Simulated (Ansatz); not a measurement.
**How basis sets differ on PO (Phosphorus monoxide)**

PO: 2 atoms, total charge 0, spin state doublet. SMILES: `O=[P]`. The shape is that of a PBE0-D4/def2-TZVP optimisation.

| atom | x (Å) | y (Å) | z (Å) |
| --- | --- | --- | --- |
| O | 0.0000 | 0.0000 | -0.0095 |
| P | 0.0000 | 0.0000 | 1.4645 |

Each level gives the vertical ionisation energy (to the singlet cation) (eV). The values are calculated.

```tsv
level	kind	program	value (eV)	CPU time (all runs)
U-wB97X/ANO-RCC-MB (sfX2C)	range-separated hybrid	Ansatz	10.01	3.1 s
U-wB97X/STO-3G	range-separated hybrid	Ansatz	5.24	4.3 s
U-wB97X/ANO-RCC-VDZ (sfX2C)	range-separated hybrid	Ansatz	8.88	4.8 s
U-wB97X/ANO-RCC-VDZP (sfX2C)	range-separated hybrid	Ansatz	8.63	6.1 s
U-wB97X/ANO-RCC-VTZP (sfX2C)	range-separated hybrid	Ansatz	8.62	8.3 s
U-wB97X/cc-pVTZ	range-separated hybrid	Ansatz	8.56	16 s
U-wB97X/ANO-RCC-VQZP (sfX2C)	range-separated hybrid	Ansatz	8.64	16 s
```

The values span 5.24 to 10.01 eV. Without the sets that lack polarisation functions the rows with a basis span only 8.56 to 8.64 eV. Times are those of the runs behind each value, whatever else they computed, on shared processors of several kinds: orders of magnitude only.

The ionisation energy is essentially settled once the basis can both split the valence shell and polarise it: from VDZP to VQZP the ANO values barely move, and not monotonically. The electron leaves a π* orbital weighted towards phosphorus, so the cation has a stronger bond and a more positive, more contracted phosphorus centre. A minimal ANO set, built for atoms, leaves little room for that contraction, which probably explains why its 10.01 eV is too high. Splitting the valence shell recovers most of the error, and polarisation functions lower the value further, to 8.63 eV, presumably because phosphorus d functions help oxygen donate π density to the cation.

STO-3G errs in the opposite direction, at 5.24 eV, which suggests that its crude valence functions underbind the outermost electron of the neutral molecule. Minimal-basis error therefore has no fixed sign here. The small offset between cc-pVTZ and ANO-RCC-VTZP may reflect either the basis construction or scalar relativity. Basis convergence alone does not establish the accuracy of the functional.
